# $S^{(2)}$ response with the Onsager cavity correction: the two-site alloy

## General statement

Let $\xi_i=1$ (Ni) or 0 (Cu), $c_i=\langle\xi_i\rangle$, $\beta=1/k_BT$. For independently occupied sites on a rigid lattice,

$$\Omega=k_BT\sum_i[c_i\ln c_i+(1-c_i)\ln(1-c_i)]-\sum_i\nu_ic_i+\Omega_e(\{c_i\}),$$

with $\Omega_e$ the CPA electronic grand potential. Define $S_{ij}=-\partial^2\Omega_e/\partial c_i\partial c_j$ at uniform $c$. Linearise $\partial\Omega/\partial c_i=0$, and remove from the field on $i$ the part $\Lambda\,\delta c_i$ that site $i$ itself induces through its neighbours:

$$\frac{\delta c_i}{\beta c(1-c)}=\delta\nu_i+\sum_jS_{ij}\,\delta c_j-\Lambda\,\delta c_i .$$

The Warren–Cowley parameter is $\alpha_{ij}=(\langle\xi_i\xi_j\rangle-c^2)/[c(1-c)]=(\partial c_i/\partial\nu_j)/[\beta c(1-c)]$. With $S(\mathbf k)=\sum_jS_{ij}e^{i\mathbf k\cdot\mathbf R_{ij}}$,

$$\alpha(\mathbf k)=\frac{1}{1-\beta c(1-c)[S(\mathbf k)-\Lambda]}.$$

Since $\xi_i^2=\xi_i$, $\alpha_{ii}=\langle\alpha(\mathbf k)\rangle_{BZ}=1$. This fixes $\Lambda$ and implies $\Lambda=\langle S\alpha\rangle_{BZ}$. For $\Lambda=0$ the spinodal is $k_BT=c(1-c)\max S(\mathbf k)$, implicit if $S$ depends on $T$.

## Two sites: the sign of $S$

Each site carries one orbital, at $-\delta/2$ (Cu) or $+\delta/2$ (Ni, whose d level typically lies higher), with hopping $t$ and electron chemical potential $\mu$. The occupation average that CPA approximates is done exactly. It is bilinear in $c_1,c_2$, so $S_{ii}=0$ and

$$S_{12}\equiv S=2\Omega_{CuNi}-\Omega_{CuCu}-\Omega_{NiNi}.$$

The levels are $-\delta/2\pm t$, $+\delta/2\pm t$ and $\pm r$, with $r=\sqrt{t^2+\delta^2/4}$. For cold electrons each level $\epsilon<\mu$ adds $\epsilon-\mu$. Per spin:

- Nearly full, $r<\mu<\delta/2+t$: only the Ni–Ni antibonding level is empty, and $S=\delta/2+t-\mu>0$ (clustering).
- Half full, $\mu=0$, $t>\delta/2$: $S=2(t-r)<0$ (ordering).

Discrete levels supply the sign, not the size.

## Closed-form solution

The zone holds two modes, $S(0)=S$ and $S(\pi)=-S$. Let $x=\beta c(1-c)S>0$ and $a=1+\beta c(1-c)\Lambda$. The sum rule is

$$\tfrac12\left[\frac1{a-x}+\frac1{a+x}\right]=1\;\Rightarrow\; a=\tfrac12\left(1+\sqrt{1+4x^2}\right),\qquad \alpha(0)=\frac1{a-x}=1+\frac xa ,$$

where the root $a>x$ keeps both $\alpha$ positive. Mean field ($a=1$) gives $\alpha(0)=1/(1-x)$ and $\alpha_{11}=1/(1-x^2)\neq1$.

Exact enumeration at $c=1/2$: with $\xi=(1+\sigma)/2$ and $\nu$ cancelling the linear terms, the energy is $-(S/4)\sigma_1\sigma_2$ plus a constant, so $\alpha_{12}=\tanh x$ and $\alpha(0)=1+\tanh x$.

| $x$ | MF $\alpha_{11}$ | MF $\alpha(0)$ | $a-1$ | Onsager $\alpha(0)$ | exact $\alpha(0)$ |
|---|---|---|---|---|---|
| 0.25 | 1.067 | 1.333 | 0.059 | 1.236 | 1.245 |
| 0.5 | 1.333 | 2.000 | 0.207 | 1.414 | 1.462 |
| 1 | ∞ | ∞ | 0.618 | 1.618 | 1.762 |
| 2 | unstable | unstable | 1.562 | 1.781 | 1.964 |

The series for $\alpha(0)$ are $1+x+x^2+x^3$ (mean field), $1+x-x^3$ (Onsager) and $1+x-x^3/3$ (exact). The cavity term cancels the spurious $x^2$, the path $1\to2\to1$. It also removes the spinodal at $x=1$, which two sites cannot have, and gives the exact limit $\alpha(0)\to2$ as $x\to\infty$. It is not exact: at order $x^3$ it underestimates clustering.

## From the dimer to fcc Cu–Ni

With nearest-neighbour $S_1>0$, independent of $T$, $S(\mathbf k)=12S_1\gamma(\mathbf k)$, where $\gamma=(c_xc_y+c_yc_z+c_zc_x)/3$, $c_x=\cos(k_xa_L/2)$ and $a_L$ is the cubic lattice constant. The maximum is at $\mathbf k=0$. Divergence of $\alpha(0)$ requires $a=\beta c(1-c)S(0)$, so $\alpha(\mathbf k)=1/[a(1-\gamma)]$, and the sum rule gives $a=W$:

$$W=\left\langle\frac1{1-\gamma}\right\rangle_{BZ}=\frac{9\,\Gamma(1/3)^6}{2^{14/3}\pi^4}=1.345,\qquad k_BT_{sp}=\frac{c(1-c)S(0)}{W}.$$

Watson's integral $W$ converges because $1-\gamma\propto k^2$ in three dimensions, so here a spinodal survives, lowered by $1/W=0.744$.

Assume $S_1=23$ meV, chosen so that the corrected spinodal at $c=1/2$ falls near the typical top of the Cu–Ni miscibility gap, about 600 K. Then $S(0)=276$ meV, mean field gives 801 K, and the corrected spinodal is 595 K with $\Lambda=S(0)(1-1/W)=71$ meV. These are the model's numbers. The fitted $S_1$ absorbs relaxation, vibrational and magnetic terms, and a concentration-independent $S_1$ centres the gap at $c=1/2$, whereas the real top typically lies on the Ni-rich side.